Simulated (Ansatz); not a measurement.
**From the elastic tensor of W at 15 GPa (stress–strain coefficients) to moduli and sound speeds**

All numbers below come from DFT PBEsol, scalar-relativistic, plane waves, PAW in Ansatz. Settings: 420 eV plane-wave cutoff, Γ-centred 20×20×20 mesh, Fermi-Dirac smearing of 0.15 eV. No spin polarisation.

The structure is cubic, space group Im-3m (No. 229). Conventional cell: a = 3.110 Å, b = 3.110 Å, c = 3.110 Å, α = 90.00°, β = 90.00°, γ = 90.00°. W (site symmetry m-3m) is surrounded by 8 W at 2.69 Å.

In a metal, frequencies and elastic constants depend on the k mesh and the smearing, soft modes and shear constants most. Spin–orbit coupling is left out, which can shift energies with elements as heavy as these.

Relaxed-ion constants (GPa, on the Cartesian axes of the calculation):
C11 = 634.7, C12 = 257.5, C13 = 257.5, C22 = 634.7, C23 = 257.5, C33 = 634.7, C44 = 174.6, C55 = 174.6, C66 = 174.6 GPa; the others vanish.

Density 20.302 g/cm³; 1 atom in 15.04 Å³.

The values that follow are for a polycrystal of randomly turned grains, by Hill's mean where one number stands.

With S = C⁻¹: B_V = (C11+C22+C33+2(C12+C13+C23))/9, G_V = (C11+C22+C33−C12−C13−C23+3(C44+C55+C66))/15, 1/B_R = S11+S22+S33+2(S12+S13+S23), 15/G_R = 4(S11+S22+S33−S12−S13−S23)+3(S44+S55+S66); Hill is their mean. Then v_l = √((B+4G/3)/ρ), v_t = √(G/ρ), v_m = [(2/v_t³+1/v_l³)/3]^(−1/3) and Θ = (ħ/k_B)·v_m·(6π²n/V)^(1/3) for n atoms in the volume V; E = 9BG/(3B+G), ν = (3B−2G)/(2(3B+G)) and A^U = 5G_V/G_R + B_V/B_R − 6.

* Bulk modulus, Voigt / Reuss / Hill: 383.2 / 383.2 / 383.2 GPa
* Shear modulus, Voigt / Reuss / Hill: 180.2 / 179.9 / 180.1 GPa
* Young's modulus: 467 GPa
* Poisson ratio: 0.297
* Pugh ratio B/G: 2.13
* Universal anisotropy index: 0.01
* Longitudinal and transverse sound speeds: 5541 and 2978 m/s
* Debye temperature from the mean sound speed: 401 K

Cost: 1 run of about 0.54 core-minutes, on Intel Xeon 6975P-C (Granite Rapids) (shared hosts).

Compressed tungsten is stiff in both volume and shear, yet almost elastically isotropic. C44 lies only slightly below half the difference between C11 and C12, so the two independent cubic shears cost nearly the same, and the Voigt and Reuss shear moduli almost coincide. This near-equality doesn't imply non-directional bonding. In a group 6 bcc metal the bonding part of the d band is largely filled and the antibonding part largely empty, which gives strong cohesion and a high resistance to tetragonal shear.

C12 exceeds C44 by more than the applied pressure alone would produce in a crystal with purely central pair forces, which points to many-body metallic bonding. The positive shear and bulk stiffnesses also mean that the lattice is mechanically stable against small homogeneous strains at this pressure. The Pugh ratio falls on the conventionally ductile side, but it can't settle whether tungsten deforms plastically or fractures, since that depends on screw-dislocation mobility and grain-boundary cohesion.
